**Problem.** Eight bands cross the Fermi level of ordered Ir₃Rh, a simple cubic cell of four atoms with edge $a = 3.84$ Å, in one LDA calculation without spin polarisation or spin-orbit coupling. Each row is one Fermi sheet. The sheet dos $D$ counts both spins, the filled share $f$ is the occupied fraction of the Brillouin zone for that band, and $v$ is the mean speed on the sheet. Bottom and top are the limits of the whole band, measured from the Fermi level.

Fermi sheets of Ir₃Rh (Pm-3m, cell as given, not relaxed) from Ansatz 0.2.0: scalar-relativistic LDA without spin polarisation, plane waves and PAW, cutoff 420 eV. The density was converged on a 10×10×10 k mesh with Gaussian smearing of width 0.05 eV, and the sheets were evaluated on a 30×30×30 mesh. Band bottoms and tops are relative to the Fermi level.

```tsv
row	sheet dos (states/eV/cell)	sheet spin	sheet band	sheet filled share	sheet mean speed (1e5 m/s)	sheet bottom (eV)	sheet top (eV)
1	0.027	both	29	0.994	11.768	-3.273	0.684
2	0.028	both	30	0.993	12.171	-3.046	0.689
3	0.044	both	31	0.985	13.209	-2.969	1.042
4	0.179	both	32	0.962	5.729	-2.938	1.042
5	0.505	both	33	0.877	6.696	-1.837	1.044
6	0.988	both	34	0.741	7.520	-1.633	1.081
7	1.486	both	35	0.333	6.549	-1.215	1.647
8	0.821	both	36	0.116	5.192	-1.102	1.647
```

**(a) Derive an estimate of $D$ from $a$, $f$ and $v$ alone.**

*Solution.* States fill $k$ space evenly, $2a^3/(2\pi)^3$ per unit volume for two spins. Raising the energy by $dE$ moves a sheet of area $S$ by $dE/\hbar v$, so

$$D = \frac{2a^3}{(2\pi)^3}\,\frac{S}{\hbar v}.$$

Where the speed varies over the sheet, $v$ must be the harmonic mean over its area. The areas from the same calculation obey this to rounding, because the relation is built into it. They show what has to be estimated: area spans a factor of 31 over the rows, speed only 2.5.

The sheet is the boundary between filled and empty regions, and it bounds the smaller one, of share $x=\min(f,1-f)$, whether that holds holes or electrons. Treat this region as a drop of liquid of volume $x(2\pi/a)^3$. One spherical drop has the least surface for its volume, $S=(36\pi)^{1/3}x^{2/3}(2\pi/a)^2$, and the same volume split into $n$ equal drops has $n^{1/3}$ times as much. With a shape factor $s$ for the excess over one sphere,

$$D = s\,C\,\frac{x^{2/3}}{v},\qquad C=\frac{(36\pi)^{1/3}a}{\pi\hbar}=\frac{4.836\times 3.84}{\pi\times 0.6582}=8.98,$$

for $v$ in $10^5$ m/s, where $\hbar\times 10^5$ m/s is 0.6582 eV Å.

The analogy is purely geometric. It gives $s\ge 1$ for closed pockets, but no surface tension pulls a Fermi sheet round, and a sheet that joins its images across the periodic zone escapes the bound. Symmetry can make a small pocket round. Near a band extremum the energy is quadratic in $k$, and at a point of full cubic symmetry a non-degenerate band has one mass in all directions. The small pockets here are a weaker case: rows 1 and 2 nearly share a top, and so do rows 3–5, as degenerate levels do, and there cubic symmetry permits warping. That rows 1–4 come out nearly round is a result of the calculation, not something symmetry demands.

A large region reaches far from the band extremum, where nothing keeps it round. The four-atom cell folds the fcc $d$ bands onto one another, and since bands are numbered by energy, one sheet can be patched from several folded branches, with creases and separate pieces. The rule taken here is $s=1$ for $x<0.1$ and $s=2$ above. The value 1 comes from the sphere; the value 2 is the rounded geometric mean, 1.93, of rows 5–8, and the threshold was placed between rows 4 and 8.

**(b) Estimate $D$ for rows 4 and 6.**

*Solution.* Row 4 is a small hole sheet with $x = 1-0.962=0.038$, so $s=1$:

$$D = 8.98\times\frac{0.038^{2/3}}{5.729}=8.98\times\frac{0.113}{5.729}=0.177 .$$

This lies 1% below the table's 0.179. No constant was adjusted to this row, although the row helped to locate the threshold. The agreement shows that the sheet has the area of a single, nearly round pocket.

Row 6 has $x=1-0.741=0.259$, so $s=2$:

$$D = 2\times 8.98\times\frac{0.406}{7.520}=2\times 0.485=0.97 .$$

The table gives 0.988, which the estimate misses by 2%. Row 6 is one of the four rows that set $s=2$, so this is weaker evidence than row 4. The firm statement is that the sheet has twice the area of a sphere of equal volume.

**(c) How accurate is the rule, and where does it stop working?**

*Solution.* Relative to the tabulated $D$ the mean error is 8%, and the worst case is row 5, overestimated by 31%. The estimated total, 4.05 against 4.078, looks better than the rule is, since the excess in row 5 nearly cancels the deficit in row 7. In rows 1 and 2 the deviations are no larger than the rounding of $f$ and $D$ allows, and the pocket radii span only three to four steps of the denser 30×30×30 mesh on which the sheets were evaluated.

The same calculation gives the sheets 0.25 eV below and above the Fermi level, which played no part in choosing $s$. There the mean error doubles to 16%, with 13 of 17 sheets within 25%. The two smallest pockets at the upper energy come out with $s$ slightly under 1, by an amount comparable to rounding and mesh resolution.

The failures show that share alone does not fix shape. At the lower energy bands 32 and 36 both have $x=0.063$, yet need $s=1.01$ and $1.46$. Band 33 (row 5) keeps $s$ near 1.5 at all three energies, on both sides of the threshold, so there $s$ belongs to the band and not to the size. Three equal pockets, as the X or M points of a cubic zone supply, would give $3^{1/3}=1.44$, but they cannot be the whole explanation for band 33. Bands are numbered by energy, so wherever band 32 is empty, band 33 is empty too. Its holes therefore include the nearly round pocket of row 4, and a single pocket must sit at the zone centre or corner, since symmetry repeats any other position at least three times. A warped surface around that point, or further pockets elsewhere, could raise $s$; which of them does is untested.

The worst miss is band 37, which dips below the upper energy with a share under 1% and needs $s=4.5$, so the rule falls 78% short. A band that is nearly flat along lines or planes of the zone first fills in thin slivers with much surface and little volume, a possible but untested cause. The volume and area of this sheet imply a region only about one mesh step wide, so its large $s$ is itself uncertain. For a closed pocket of unknown shape, $s=1$ is best read as a lower limit on $D$.

The speed has to be supplied. Replacing it by a parabolic pocket whose depth is the band top (rows 1–6) or bottom (rows 7 and 8) gives $D=3x/\text{depth}$. That is within 9% for rows 1–3 but too low in rows 4–8, by 62% in row 8. A whole-band limit need not be the depth of a pocket, and where a band flattens toward the Fermi level the parabola overstates the speed.

The rule is tested only against this calculation, whose sheets may differ from those of the real metal. Spin-orbit coupling is strong in Ir $5d$ states. At a point of full cubic symmetry it can split a threefold level, which the shared top of rows 3–5 appears to be, whereas a twofold one, apparently that of rows 1 and 2, can shift but not split. Either change would resize the small pockets. The size of the effect here is untested, as is that of the cell being stretched to $-12$ GPa. Row 8 is sensitive to the Fermi level, its $D$ rising about fivefold from 0.25 eV below that level to 0.25 eV above it. The factor 2 rests on one metal. The output below lists the row-by-row errors, along with a Drude weight estimated from $\sum Dv^2$. Since the square of a mean never exceeds the mean square, this estimate should not lie above the calculated weight, yet it does so by 5%. The speeds and the weight are therefore not consistent to better than a few per cent, for a reason not traced.

Printed output of the fit:

```
hbar*1e5 m/s = 0.6582 eV A; 2pi/a = 1.636 1/A; mesh step 0.0545 1/A; C = 8.98
sum DOS 4.078 (run 4.078); sum shares 6.001 (count 6)
hole shares 0.448, electron shares 0.449
max/min: DOS 55, area 31, speed 2.54
built-in identity area/speed: largest DOS gap 0.0004 states/eV/cell
row 3 to 4 ratios: DOS 4.07, area 1.75, speed 0.43
row band x x^(2/3) radius(1/A) D sphere s rule error% rounding%
1 29 0.006 0.0330 0.184 0.027 0.025 1.07 0.025 -7 7.4
2 30 0.007 0.0366 0.194 0.028 0.027 1.04 0.027 -4 6.5
3 31 0.015 0.0608 0.250 0.044 0.041 1.06 0.041 -6 3.4
4 32 0.038 0.1130 0.341 0.179 0.177 1.01 0.177 -1 1.2
5 33 0.123 0.2473 0.505 0.505 0.332 1.52 0.663 +31 0.4
6 34 0.259 0.4063 0.647 0.988 0.485 2.04 0.970 -2 0.2
7 35 0.333 0.4804 0.704 1.486 0.659 2.26 1.318 -11 0.1
8 36 0.116 0.2379 0.495 0.821 0.411 2.00 0.823 +0 0.3
geometric mean s: rows 1-4 1.05, rows 5-8 1.93; n^(1/3) for n=3,8,12: 1.44 2.00 2.29
rule: mean error 8%, worst row 5 31%, total 4.05 (-1%); s=1 total 2.16
3x/depth: mean error 27%, worst row 8 62%, total 2.42
row 3x/depth error% | DOS share% | D*v^2 share%
1 0.026 -3 | 0.7 | 2.0
2 0.030 +9 | 0.7 | 2.2
3 0.043 -2 | 1.1 | 4.1
4 0.109 -39 | 4.4 | 3.2
5 0.353 -30 | 12.4 | 12.2
6 0.719 -27 | 24.2 | 30.1
7 0.822 -45 | 36.4 | 34.3
8 0.316 -62 | 20.1 | 11.9
rows 1-3: DOS 2.4%, D*v^2 8.4%
rows 6-8: DOS 80.8%, D*v^2 76.3%
Drude estimate 85.8 eV^2 vs run 81.541 (+5.2%); 9.26 vs 9.03 eV
band: x, s, rule error% at -0.25 eV | at +0.25 eV (not used to set s)
29 0.0103 1.01 -1 | 0.0038 0.94 +6
30 0.0111 1.02 -2 | 0.0044 0.95 +5
31 0.0216 1.06 -5 | 0.0099 1.08 -7
32 0.0633 1.01 -1 | 0.0186 1.09 -9
33 0.1909 1.51 +32 | 0.0670 1.55 -36
34 0.4028 1.97 +2 | 0.1492 2.21 -10
35 0.1672 2.43 -18 | 0.4733 1.66 +20
36 0.0628 1.46 -31 | 0.2665 2.37 -16
37 empty | 0.0087 4.53 -78
shifted sheets: mean error 16%, worst 78%, within 25%: 13 of 17
```
